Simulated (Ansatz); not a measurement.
A series in volume scale on Ta

Results calculated with Ansatz 0.2.0, not measured. Free energy against uniform scaling of the volume at fixed shape and fractions; periodic cell, basis, potentials, k mesh and filling as listed.

The cell before it is scaled or strained (space group P6_3/mmc, No. 194):
```
cell vectors (Å)
   2.9004     0.0000     0.0000
  -1.4502     2.5118     0.0000
   0.0000     0.0000     5.1663
atoms (fractions of the cell vectors)
Ta  0.66667  0.33333  0.75000
Ta  0.33333  0.66667  0.25000
```

Settings of every row: functional LDA; dispersion none; potentials all-electron LAPW; k mesh 11x11x6; k shift 0x0x0; occupations cold; smearing width 0.1 eV; spin none.

Limits: coarse k mesh, up to 40 meV an atom off; no spin-orbit coupling, which can matter with elements this heavy; the cell comes from a prototype or a list of computed structures and needn't be the stable phase.

| row | volume scale | V (Å³/atom) | energy above lowest point (meV/atom) |
| --- | --- | --- | --- |
| 1 | 0.92 | 17.313 | 0 |
| 2 | 0.96 | 18.066 | ? |
| 3 | 1 | 18.819 | 39.2 |
| 4 | 1.04 | 19.572 | 109.3 |
| 5 | 1.08 | 20.324 | 204.9 |

Question: what energy above lowest point should row 2 give?

Worked fit of energy above lowest point. Take u = (V_r/V)^(2/3) − 1 with V_r = 19.195 Å³ an atom, which is twice the finite (Eulerian) strain; such expansions in the strain, on which the Birch-Murnaghan equation of state is built, carry the rest volume and the bulk modulus. The shown rows have u = 0.07122, 0.01328, -0.01288, -0.03739. Least squares give energy above lowest point = 70.71 − 2694.6 × u + 23895 × u² meV/atom; a straight line predicts inner rows, each left out in turn, worse (root mean square 43 against 0.17 meV/atom). The rows lie off it by 0.0, 0.1, -0.1, 0.0. Its lowest point lies at u = 0.0564, or V = 17.68 Å³ an atom, and the curvature there gives the bulk modulus at fixed shape and fractions, B = (4/9)(1 + u)² E″(u)/V = 215 GPa. Letting shape and atoms relax would as a rule lower it, by much in layered, chain or molecular crystals. The withheld row has u = 0.04124, so the fit gives 70.71 − 2694.6 × (0.04124) + 23895 × (0.04124)² = 0.2 meV/atom.

The calculation gave 0.4 meV/atom. The fit lies 0.2 meV/atom (50 % of the value, 0.098 % of the column's range) below it; its largest miss of a shown row is 0.1 meV/atom.
